# The linear Stark effect of hydrogen in parabolic coordinates

## Premises

Take one electron and a point nucleus of charge $Ze$ and mass $M$ in a uniform static field $F$ along $+z$. The treatment is nonrelativistic and without spin. What this leaves out is sized at the end. With $z$ the electron coordinate relative to the nucleus, the field couples to the internal motion as $eFz\,(M+Zm_e)/(M+m_e)$. The factor is exactly 1 for hydrogen, and I set it to 1 for ions too. I use atomic units built on the reduced mass $\mu$: length $a_\mu=a_0m_e/\mu$, energy $E_\mu=E_h\mu/m_e$, field $E_\mu/ea_\mu$. For hydrogen $a_\mu=0.52947$ Å and $E_\mu=27.197$ eV. Then

$$H=-\tfrac12\nabla^2-\frac Zr+Fz .$$

The electron is negative, so its energy rises toward $+z$. The route is that of Schrödinger and of Epstein in 1926.

## Step 1: coordinates

Set $\xi=r+z$, $\eta=r-z$, both from 0 to $\infty$, and keep the azimuth $\varphi$. Then $r=(\xi+\eta)/2$, $z=(\xi-\eta)/2$, and the distance from the axis is $\rho=\sqrt{r^2-z^2}=\sqrt{\xi\eta}$. Differentiating $\rho$ and $z$ gives

$$d\rho^2+dz^2+\rho^2d\varphi^2=\frac{\xi+\eta}{4\xi}d\xi^2+\frac{\xi+\eta}{4\eta}d\eta^2+\xi\eta\,d\varphi^2 .$$

There is no cross term, so the system is orthogonal. The product of the scale factors gives $dV=\tfrac14(\xi+\eta)\,d\xi\,d\eta\,d\varphi$, and the Laplacian of orthogonal coordinates becomes

$$\nabla^2=\frac4{\xi+\eta}\left[\partial_\xi\,\xi\,\partial_\xi+\partial_\eta\,\eta\,\partial_\eta\right]+\frac1{\xi\eta}\partial_\varphi^2 .$$

## Step 2: separation

Insert $\psi=f_1(\xi)f_2(\eta)e^{im\varphi}/\sqrt{2\pi}$, with $m$ an integer for single-valuedness, into $\nabla^2\psi+2(E+Z/r-Fz)\psi=0$. Multiply by $(\xi+\eta)/4$. The Coulomb term becomes the constant $Z$, the energy term $E(\xi+\eta)/2$, the azimuthal term $-\tfrac14m^2(1/\xi+1/\eta)$ and the field term $-\tfrac14F(\xi^2-\eta^2)$. After division by $\psi$ every term depends on one variable only, so

$$(\xi f_1')'+\Big[\frac{E\xi}2-\frac{m^2}{4\xi}-\frac{F\xi^2}4+\beta_1\Big]f_1=0,$$

$$(\eta f_2')'+\Big[\frac{E\eta}2-\frac{m^2}{4\eta}+\frac{F\eta^2}4+\beta_2\Big]f_2=0,$$

with $\beta_1+\beta_2=Z$. This holds at any field.

Write $E=-\kappa^2/2$, scale $x=\kappa\xi$ or $\kappa\eta$, and divide by $\kappa$. With $a=|m|$, $\gamma=F/\kappa^3$ and $\lambda_i=\beta_i/\kappa$,

$$\Big[L\pm\frac\gamma4x^2\Big]f=\lambda f,\qquad L=-\frac d{dx}x\frac d{dx}+\frac x4+\frac{a^2}{4x},$$

upper sign for $\xi$, lower for $\eta$. $L$ is symmetric under the plain measure $dx$. The energy follows from $\lambda_1+\lambda_2=Z/\kappa$.

## Step 3: zero field

Regularity on the axis and decay at infinity suggest $f=x^{a/2}e^{-x/2}w$, which yields

$$xw''+(a+1-x)w'+\Big(\lambda-\frac{a+1}2\Big)w=0 .$$

The power-series coefficients obey $c_{s+1}/c_s=[s-\lambda+(a+1)/2]/[(s+1)(s+a+1)]$. This tends to $1/s$, so $w$ grows like $e^x$ unless the series ends. It ends at degree $j$ when

$$\lambda=\nu_j=j+\frac{a+1}2,\qquad j=0,1,2,\dots$$

Then $w=L_j^a(x)$, the Laguerre polynomial with $L_1^a=a+1-x$, and $f_j=\sqrt{j!/(j+a)!}\;x^{a/2}e^{-x/2}L_j^a$ is normalised. Calling the two node numbers $n_1$ and $n_2$,

$$\frac Z\kappa=\nu_{n_1}+\nu_{n_2}=n_1+n_2+|m|+1\equiv n,\qquad E_0=-\frac{Z^2}{2n^2}.$$

For each $m$ there are $n-|m|$ pairs $(n_1,n_2)$, and the sum over $m$ gives $n^2$ states, the whole manifold.

*Question: The level is $n^2$-fold degenerate. Where is the secular determinant?*

The separation has already solved it. Each one-dimensional spectrum $\nu_j$ is nondegenerate, so the eigenfunctions at small $\gamma$ go over into $f_{n_1}f_{n_2}$ as $\gamma\to0$. These products are therefore the correct zeroth-order states. Behind this stands a conserved quantity, $\beta_1-\beta_2$, which at zero field is proportional to the $z$ component of the Runge–Lenz vector.

## Step 4: first order

Ordinary perturbation theory gives $\lambda=\nu_j\pm\tfrac\gamma4\langle x^2\rangle_j$. The Laguerre recurrence

$$xL_j^a=-(j+1)L_{j+1}^a+(2j+a+1)L_j^a-(j+a)L_{j-1}^a$$

makes $x$ tridiagonal among the normalised functions, with diagonal elements $d_j=2\nu_j$ and neighbours $\langle j+1|x|j\rangle=-b_j$, $b_j^2=(j+1)(j+a+1)$. The diagonal of the squared matrix is

$$\langle x^2\rangle_j=d_j^2+b_j^2+b_{j-1}^2=6\nu_j^2+\frac{1-a^2}2 .$$

The constant cancels between the two equations because their signs are opposite. With $k=n_1-n_2=\nu_{n_1}-\nu_{n_2}$ we have $\nu_{n_1}^2-\nu_{n_2}^2=nk$, so

$$\frac Z\kappa=n+\frac32\gamma nk .$$

To first order $\kappa=(Z/n)(1-\tfrac32\gamma k)$, and $\gamma$ may take its zero-order value $Fn^3/Z^3$. Then $E=-\tfrac12(Z/n)^2(1-3\gamma k)$, that is

$$E_1=\frac32\,n\,(n_1-n_2)\,\frac FZ ,$$

or $\tfrac32nk\,eFa_\mu/Z$ in ordinary units. For given $m$, $k$ runs from $-(n-|m|-1)$ to $n-|m|-1$ in steps of 2. All $m$ together give $2n-1$ equidistant levels, $\tfrac32nF/Z$ apart. The outermost have $m=0$, $k=\pm(n-1)$, so the manifold spans $3n(n-1)F/Z$.

## Step 5: the dipole

We can confirm this directly. With $\xi=x/\kappa$ the norm of $f_{n_1}f_{n_2}$ is $\tfrac14\kappa^{-3}(d_{n_1}+d_{n_2})=n/2\kappa^3$. The weight for $z$ is $\tfrac18(\xi^2-\eta^2)$, which integrates to $\tfrac18\kappa^{-4}\,6nk$. The ratio is

$$\langle z\rangle=\frac{3k}{2\kappa}=\frac{3nk}{2Z},$$

so $E_1=F\langle z\rangle$. The dipole moment $p_z=-\tfrac32nk\,ea_\mu/Z$ exists at zero field. States with $n_1>n_2$ hold the electron on the $+z$ side, their dipole opposes the field, and they rise. States with $n_1=n_2$ have no dipole and no linear shift.

*Question: Doesn't parity forbid a permanent dipole?*

It does for a state of definite parity. The Coulomb degeneracy in $l$ allows eigenstates that mix parities. For $n=2$, $Z=1$, the state $(n_1,n_2,m)=(1,0,0)$ is proportional to $(1-\xi/2)e^{-r/2}=[(1-r/2)-z/2]\,e^{-r/2}$, which is $(2s-2p_0)/\sqrt2$ with $\langle z\rangle=3$.

## Step 6: the next order

We need it for the range of validity. The off-diagonal elements of $x^2$ are $-b_j(d_j+d_{j+1})$ and $b_jb_{j+1}$, with denominators 1 and 2. The second-order term of $\lambda$ is $-\gamma^2S_j/16$ with

$$S_j=b_j^2(d_j+d_{j+1})^2+\tfrac12b_j^2b_{j+1}^2-b_{j-1}^2(d_j+d_{j-1})^2-\tfrac12b_{j-1}^2b_{j-2}^2=\nu_j(68\nu_j^2-9a^2+19).$$

Since $\nu_{n_1}^3+\nu_{n_2}^3=(n^3+3nk^2)/4$,

$$\frac Z{n\kappa}=1+\frac32k\gamma-\frac{\gamma^2}{16}A,\qquad A=17n^2+51k^2-9m^2+19 .$$

Put $g=Fn^3/Z^3$. Then $\gamma=g(1+\tfrac92kg)$ to this order, and $(n\kappa/Z)^2=1-3kg+g^2(A-54k^2)/8$. Hence

$$E_2=-\frac{n^4F^2}{16Z^4}\,(17n^2-3k^2-9m^2+19).$$

## Illustration: Balmer-beta at 50 kV/cm

The field is $5\times10^{-4}$ V/Å, or $9.73\times10^{-6}$ in our units, and $g=6.23\times10^{-4}$ for $n=4$. The natural step is $\epsilon=\tfrac32eFa_\mu=0.3971$ meV. The $n=4$ manifold spans $24\epsilon=9.53$ meV, and its top state $(3,0,0)$ has $\langle z\rangle=18a_\mu=9.53$ Å. The $n=2$ manifold spans $4\epsilon=1.59$ meV. The unperturbed line $4\to2$ lies at $\tfrac3{32}E_\mu=2.5497$ eV, or 486.27 nm in vacuum.

A component is displaced by $N\epsilon$ with $N=4k-2k'$, the prime marking the lower state. One step is 0.0757 nm, and positive $N$ lies to the blue. Light polarised along the field ($\pi$) needs $\Delta m=0$, light polarised across it ($\sigma$) needs $\Delta m=\pm1$. The lower states are $k'=\pm1$ with $m'=0$ and $k'=0$ with $m'=\pm1$. The upper states have $k=\pm3,\pm1$ for $m=0$, $k=\pm2,0$ for $|m|=1$, $k=\pm1$ for $|m|=2$; the states $|m|=3$ cannot reach $n=2$. This gives $|N|=0,2,6,8,10,14$ for $\pi$ and $2,4,6,10,12$ for $\sigma$.

The strengths come from the normalised states $(\sqrt2/n^2)f_{n_1}(\xi/n)f_{n_2}(\eta/n)e^{im\varphi}/\sqrt{2\pi}$. Including $dV$, the weight is $\tfrac18(\xi^2-\eta^2)$ for $z$. For the transverse coordinate $\rho\cos\varphi$ it is $\tfrac18(\xi+\eta)\sqrt{\xi\eta}$ once the angular factor $\tfrac12$ is taken. All integrals are polynomials times $e^{-3\xi/8}$ and $e^{-3\eta/8}$. The weakest element, $(3,0,0)\to(0,1,0)$, has magnitude $2^8/3^8=0.0390$ in units of $a_\mu$, and its square is the unit of the table. Squared elements are summed over both signs of $m$.

| $N$ | shift (meV) | shift (nm) | $\pi$ | $\sigma$ |
|---|---|---|---|---|
| ±2 | 0.8 | 0.15 | 9 | 72 |
| ±4 | 1.6 | 0.30 | – | 456 |
| ±6 | 2.4 | 0.45 | 81 | 294 |
| ±8 | 3.2 | 0.61 | 384 | – |
| ±10 | 4.0 | 0.76 | 361 | 6 |
| ±12 | 4.8 | 0.91 | – | 8 |
| ±14 | 5.6 | 1.06 | 1 | – |

The entry 456 is 72 from $(2,1,0)$ plus 384 from $(1,0,\pm2)$. Both columns sum to 836, as isotropy of the complete manifolds demands. The strengths are intensities only if the upper states are equally populated, which depends on the excitation and need not hold in a beam or discharge.

*Question: Your list has $N=0$ but the table does not.*

That component is $(1,1,\pm1)\to(0,0,\pm1)$. The reflection $z\to-z$ swaps $\xi$ and $\eta$. Both states are even under it and $z$ is odd, so the strength vanishes. Balmer-beta has no central component at this order.

## Range of validity

*Question: Why only two decimals in nanometres?*

Because of fine structure. I take as given the first-order formula $-\alpha^2\,\mathrm{Ry}\,Z^4n^{-3}[1/(J+\tfrac12)-3/4n]$, with $J$ the total electronic angular momentum. It places the $n=2$ levels 57 and 11 μeV below the Bohr value, a splitting $\Delta=45$ μeV, and spreads $n=4$ over 8.5 μeV. The Lamb shift of $n=2$ adds approximately 4 μeV. Neighbouring Stark levels of $n=2$ are $2\epsilon=794$ μeV apart, so the parabolic states are good zeroth-order states, but their diagonal fine-structure energies move or split each component by tens of μeV, and 57 μeV is 0.011 nm. The lower limit of the result is $2\epsilon\gg\Delta$, and the two are equal at 2.9 kV/cm. Well below that, the Coulomb degeneracy is lifted on the scale of the field energy, and between levels of different $J$ the coupling acts only in second order.

The quadratic term is smaller here. It lowers the $n=4$ states by 8.7 to 11.9 μeV. For $(3,0,0)$ it is $-10.9$ μeV and for $(1,0,0)$ it is $-0.2$ μeV, so the $N=\pm10$ $\pi$ lines both move 10.7 μeV or 0.002 nm to the red. The third order, judged by $E_2^2/E_1=0.02$ μeV as an order of magnitude only, plays no part. Converting energy to wavelength linearly costs at most 0.002 nm.

*Question: The potential is unbounded below. Are there bound states at all?*

Strictly they are resonances and the series is asymptotic. With $u=\sqrt\eta\,f_2$ the $\eta$ equation reads

$$u''+\Big[\frac E2+\frac{\beta_2}\eta-\frac{m^2-1}{4\eta^2}+\frac{F\eta}4\Big]u=0 ,$$

which oscillates again at large $\eta$. In weak fields the barrier extends to $\eta\approx\kappa^2/F$, and the tunnelling exponent is $2\int_0^{\kappa^2/F}\tfrac12\sqrt{\kappa^2-F\eta}\,d\eta=2/3\gamma$, here $1.07\times10^3$. Tunnelling is negligible. Without the $\eta^{-2}$ term, the minimum of $\beta_2/\eta+F\eta/4$ is $\sqrt{\beta_2F}$, so the barrier vanishes at $F=E^2/4\beta_2$. For $(0,3,0)$ the zero-field values $E=-1/32$, $\beta_2=\kappa\nu_3=7/8$ give roughly 1.4 MV/cm, a rough figure since both change with the field. The linear fans of $n=4$ and $n=5$ meet when $32\epsilon$ equals their gap of 0.306 eV, at 1.2 MV/cm. The linear law for this line thus holds well inside the window from a few kV/cm to about 1 MV/cm. For atoms with a core, quantum defects remove the low-$l$ states from the degenerate manifold and the separation fails.

*Question: Would the pattern be resolved, and what is the cleanest number?*

For an assumed gas temperature of 300 K the Doppler full width $h\nu\sqrt{8\ln2\,k_BT/Mc^2}$, with $M$ here the mass of the atom, is 31.5 μeV. It reaches the component spacing $2\epsilon$ only at $1.9\times10^5$ K. The cleanest number is the distance between mirror components. The quadratic term is even in $k$, and the diagonal fine-structure energy is the same for mirror states because the reflection $z\to-z$ leaves that interaction unchanged. Both cancel. What remains is second order in the fine structure, on the scale $\Delta^2/2\epsilon=2.6$ μeV or below. For isolated atoms in a uniform field of 50 kV/cm the model's separation of the $\pi$ pair $N=\pm10$ is $20\epsilon=7.94$ meV, or 1.51 nm.